**Question**

I ran a bond critical point analysis on the anion [CH₃AlH₂F]⁻ and can't make sense of the Al–F bond. Rows 1–3 are the C–H bonds, row 4 is Al–F, rows 5 and 6 are Al–H, and row 7 is Al–C.

Bond critical points (QTAIM) of the singlet anion [CH₃AlH₂F]⁻, from a gas-phase PySCF 2.14.0 calculation with CAM-B3LYP/6-311+G(d,p) at the GFN2-xTB geometry. Atoms are numbered 1 C, 2 Al, 3 F, 4–6 H on carbon and 7–8 H on aluminium. The energy density is the sum of the kinetic and potential energy densities.

| row | density (a.u.) | first atom | second atom | laplacian (a.u.) | ellipticity | energy density (a.u.) |
| --- | --- | --- | --- | --- | --- | --- |
| 1 | 0.259 | 1.000 | 5.000 | -0.808 | 0.043 | -0.253 |
| 2 | 0.259 | 1.000 | 4.000 | -0.805 | 0.044 | -0.254 |
| 3 | 0.259 | 1.000 | 6.000 | -0.803 | 0.043 | -0.252 |
| 4 | 0.088 | 2.000 | 3.000 | 0.834 | 0.003 | 0.017 |
| 5 | 0.073 | 2.000 | 8.000 | 0.250 | 0.022 | -0.020 |
| 6 | 0.073 | 2.000 | 7.000 | 0.247 | 0.022 | -0.019 |
| 7 | 0.069 | 1.000 | 2.000 | 0.238 | 0.026 | -0.017 |

Among the bonds to aluminium, Al–F has the highest density, which I had learned to read as the strongest sharing of electrons. Yet it also has by far the largest positive Laplacian and the only positive energy density, which I had learned to read as no sharing at all. Which of them should I believe, and why does this one bond point both ways?

**Answer**

The two signs don't contradict each other, because a high density at the critical point need not come from sharing. The density there is what the two atoms would bring by merely overlapping, plus whatever bonding adds or removes. Bond length alone doesn't settle it: Al–F is about 0.09 Å longer than Al–H, yet its density is 20% higher. So the first step is to take the free atoms away.

The same calculation gives the deformation density, which is the molecular density less the sum of the free-atom densities at the same point. In Al–H, bonding supplies about 22% of the density at the critical point, in Al–C 19%, and in C–H about a third. In Al–F it supplies about half a percent. Almost all of the density that looked like sharing is already there when free atoms are placed side by side.

The free atoms even exaggerate the lead of Al–F. Their summed density is higher in Al–F than in Al–H by 0.21 e/Å³, while in the molecule the lead is only 0.10 e/Å³. The likely reason is simple: fluorine brings seven valence electrons close to aluminium, and hydrogen brings one. Bonding then works in favour of Al–H and halves the difference.

That bonding adds next to nothing at this point doesn't mean that no charge has moved. The Hirshfeld charges are about −0.4 on fluorine and +0.3 on aluminium. In a polar bond the bonding orbital sits mostly on fluorine, so aluminium's valence density is lost near the critical point while fluorine's outer density grows, and the two changes can nearly cancel. In Al–H and C–H the orbital is spread more evenly, and its two halves add up between the nuclei. The exact balance depends on the free atoms chosen as reference, since a fluoride ion would already contain part of the transfer. The neutral atoms used here also hold one electron fewer than the anion, so what I call the share of bonding includes the effect of that extra electron.

**What the Laplacian adds**

The Laplacian is the sum of three curvatures of the density. Two are taken across the bond and are negative, because the density falls away from the bond line. The third is taken along the bond and is positive, because the density rises towards either nucleus. The ellipticity compares the two across the bond: it is their ratio less one, so together with one of them it gives the other, and the Laplacian then gives the curvature along the bond.

This split shows that the Laplacian changes for two different reasons in your table. Between C–H and Al–H the curvature along the bond is nearly the same, within about 4%, but the curvature across it is six times stronger in C–H. The C–H density is a high, narrow ridge between two close nuclei, and that makes its Laplacian negative. In absolute terms, then, the Laplacian turns positive in Al–H because the ridge is lower and broader, not because the valley is sharper. Measured against its own much lower density, though, the valley in Al–H is the sharper one, by a factor of nearly four.

Al–F differs from Al–H mainly in the other direction. Its curvature along the bond is 2.5 times larger, and this outweighs a moderate increase across the bond. The density falls steeply from both sides and meets in a sharp valley. Fluorine holds its electrons tightly, and the critical point lies only 0.74 Å from aluminium, against 0.80 Å in Al–H and Al–C, so it is closer to the steep edge of the aluminium core. That these two slopes cause the sharp valley is an argument from atomic structure; the numbers show only the valley and its position.

**Why the energy density follows**

The energy density is the kinetic energy density G, which is positive, plus the potential energy density, which is negative. A local form of the virial theorem ties it to the Laplacian: energy density = Laplacian/4 − G. A sharp valley raises both terms on the right, and a simple picture shows by how much.

Let two exponential tails meet at the critical point, with densities ρ₁ and ρ₂ that fall off as exp(−ax) and exp(−bx), where x is the distance from the respective atom.

1. The slopes of the two tails are opposite and cancel in the total density, which is what makes the point critical.
2. The curvatures don't cancel. They add up to a²ρ₁ + b²ρ₂ along the bond.
3. The kinetic energies don't cancel either. An orbital is the square root of its density and falls off half as fast, so each tail contributes a²ρ₁/8 or b²ρ₂/8.
4. Hence G ≈ (curvature along the bond)/8, in atomic units.

For Al–F the curvature along the bond is 1.163, so the estimate is G ≈ 1.163/8 = 0.145. The virial relation gives 0.192 from the table, so the estimate is about a quarter too low. For Al–H and Al–C it is about 30% too low, but it reproduces the contrast that matters: G should be 2.5 times larger in Al–F than in Al–H, and it is 2.3 times larger. It also comes close for C–H, but there the picture of two separate tails doesn't suit a shared orbital, so the agreement is no support for it.

Now the positive energy density can be read. The curvature along the bond enters the Laplacian term with a weight of one quarter, but in this picture it enters G with only one eighth, and even the calculated G of the aluminium bonds is less than a fifth of it. A sharper valley therefore pushes the energy density up, while a narrower ridge pulls it down. Al–F has the sharpest valley and C–H the narrowest ridge, and they stand at the two ends of the energy density column.

The sign itself is a closer matter than the order. In Al–F a quarter of the Laplacian is 0.209 and G is 0.192, so the positive value is a small difference between two large terms. The estimate isn't good enough to predict such a difference: it puts the four kinds of bond in the right order, but makes Al–H and Al–C slightly positive, where the calculation has them slightly negative. The output below lists the curvatures and the estimate for every row.

**The remaining order**

Al–H and Al–C are almost level in density, although Al–C is longer by more than 0.4 Å. Carbon has more valence electrons than hydrogen but sits farther away, and the free-atom sums come out nearly equal. Most of the small lead of Al–H is added by bonding. I wouldn't lean on that lead, because the bond lengths come from a tight-binding geometry and a modest change in either could alter it. Rows 1 and 3 are near mirror images, and so are rows 5 and 6, so the differences within each pair only reflect tiny asymmetries of that geometry. The hydrogen of row 2 lies in the mirror plane and is a distinct position, but its density is the same to the digits shown.

So believe both numbers for Al–F, but change how you read each of them. The density is high because an electron-rich atom lies close to aluminium, and the sharp valley suggests that the two atoms remain largely distinct there. This points to a bond that is more polar than its neighbours, but doesn't show that it is weaker, and a positive Laplacian next to an aluminium core doesn't rule out some covalency. The Mayer bond orders in the output, 0.74 for Al–F against 0.91 for Al–H and 0.62 for Al–C, also speak against no sharing at all, though such orders can be unreliable in a basis with diffuse functions. When you compare bonds from one atom to different partners, subtract the free atoms before you read the density as sharing, and split the Laplacian into its parts along and across the bond before you read its sign.

Output of the analysis:

```
Density at the critical point in e per cubic angstrom:
  row  length_A   total  free_atoms  added_by_bonding  added_percent  Mayer_order
    1     1.099   1.748       1.145             0.603           34.5        0.977
    2     1.099   1.748        1.15             0.598          34.21        0.979
    3     1.101   1.748       1.148               0.6          34.33        0.978
    4     1.698  0.5939      0.5909             0.003         0.5052        0.737
    5     1.607  0.4926      0.3826              0.11          22.33        0.908
    6      1.61  0.4926      0.3836             0.109          22.13        0.909
    7     2.053  0.4656      0.3766             0.089          19.11        0.617
Curvatures and local energies in atomic units:
  row  across_sum   along  kinetic_G  G_per_electron  G_estimate  estimate_over_G  energy_density_estimate
    1       -1.25  0.4421      0.051          0.1969     0.05526            1.084                  -0.2573
    2      -1.244  0.4387    0.05275          0.2037     0.05484             1.04                  -0.2561
    3      -1.245  0.4418    0.05125          0.1979     0.05522            1.078                   -0.256
    4     -0.3293   1.163     0.1915           2.176      0.1454           0.7594                  0.06308
    5     -0.2096  0.4596     0.0825            1.13     0.05745           0.6963                 0.005055
    6     -0.2078  0.4548    0.08075           1.106     0.05685            0.704                 0.004902
    7     -0.1754  0.4134     0.0765           1.109     0.05167           0.6754                 0.007829
Al-F density over mean Al-H density (ratio): 1.205
Al-F length less mean Al-H length (angstrom): 0.0895
Al-F lead over Al-H in total density (e per cubic angstrom): 0.1012
Al-F lead over Al-H in free-atom density (e per cubic angstrom): 0.2077
Al-H lead over Al-C in total density (e per cubic angstrom): 0.02699
Al-H lead over Al-C in free-atom density (e per cubic angstrom): 0.006493
Al-F Laplacian over mean Al-H Laplacian (ratio): 3.356
Al-F curvature along the bond over Al-H (ratio): 2.545
Al-F curvature across the bond over Al-H (ratio): 1.578
C-H curvature along the bond over Al-H (ratio): 0.9644
C-H curvature across the bond over Al-H (ratio): 5.972
Al-F kinetic energy density over Al-H (ratio): 2.346
Same ratio from the two-tail estimate (ratio): 2.545
Al-F quarter of the Laplacian (atomic units): 0.2085
```
